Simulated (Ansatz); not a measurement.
**Ligand exchange: how K changes with temperature for GeH3I + C2H3I ⇌ GeH2I2 + C2H4**

Species: GeH3I `[GeH3][I]`, singlet; C2H3I (vinyl iodide) `C=CI`, singlet; GeH2I2 `[I][GeH2][I]`, singlet; C2H4 (ethylene) `C=C`, singlet. The partners trade H for I: Ge–H and C–I bonds give way to Ge–I and C–H.

The electronic reaction energy at CCSD(T)/def2-TZVPP is -120.4 kJ/mol. Shapes: PBE0-D4/def2-TZVP. Programs: Ansatz 0.2.0. Enthalpy and entropy come from rigid-rotor, harmonic-oscillator sums on unscaled PBE0-D4/def2-TZVP wavenumbers, ideal gases at 1 bar. Symmetry numbers: GeH3I 3, C2H3I 1, GeH2I2 2, C2H4 4. R = 8.3145 J/(mol K).

```
T (K)  ΔH (kJ/mol)  ΔS (J/(mol K))
  700       -112.5            -8.7
 1000       -113.6           -10.0
 1300            ?               ?
```

**Question.** Work out ln K at 700 and 1000 K, and from these estimate it at 1300 K.

**Answer.** 
1. 700 K: ΔG = -112.5 − 700 × (-8.7)/1000 = -106.4 kJ/mol; ln K = −ΔG/RT = +18.28.
2. 1000 K: ΔG = -113.6 − 1000 × (-10.0)/1000 = -103.6 kJ/mol; ln K = −ΔG/RT = +12.46.
3. Slope against 1000/T: (+12.46 − (+18.28))/(1.0000 − 1.4286) = +13.58, that is −ΔH/R with ΔH near -113 kJ/mol.
4. 1300 K: ln K = +18.28 + (+13.58) × (0.7692 − 1.4286) = +9.33.

The full sums give ΔH = -114.5 kJ/mol, ΔS = -10.8 J/(mol K), ΔG = -100.5 kJ/mol and ln K = +9.30 at 1300 K, so the line is off by +0.03 in ln K; without rounding the miss is +0.03, from the change of ΔH with temperature. The products are favoured over this whole range. An error of 10 kJ/mol in the energy moves ln K by 0.9 at 1300 K. Soft modes are treated as harmonic, which can err either way at these temperatures; the lowest are those of GeH3I (253 cm⁻¹), GeH2I2 (72 cm⁻¹). For atoms past krypton def2 sets carry core potentials with scalar relativity. Relativity is left out for Ge. Outer-core shells of Ge, I are correlated, in sets that cover them unevenly.

The exchange is driven by enthalpy: ln K falls from +18.28 at 700 K to +9.30 at 1300 K because a strongly exothermic reaction loses its advantage on heating. The cause lies in the difference between two bond preferences. Carbon binds hydrogen far more strongly than iodine, whereas the gap is much smaller at the more electropositive germanium, whose polar bond to iodine holds up well. Moving iodine to germanium and hydrogen to the vinyl carbon therefore pays.

Entropy has little say, as two molecules give two molecules. Most of the small negative ΔS comes from the symmetry numbers, chiefly the high one of ethylene, rather than from any marked stiffening of the framework. The slow drift of ΔH and ΔS to more negative values probably reflects the new C–H modes, which are stiffer than the Ge–H modes they replace and take up heat later. The values establish the direction of this one exchange, not its rate or whether the germanes would survive decomposition at such temperatures.
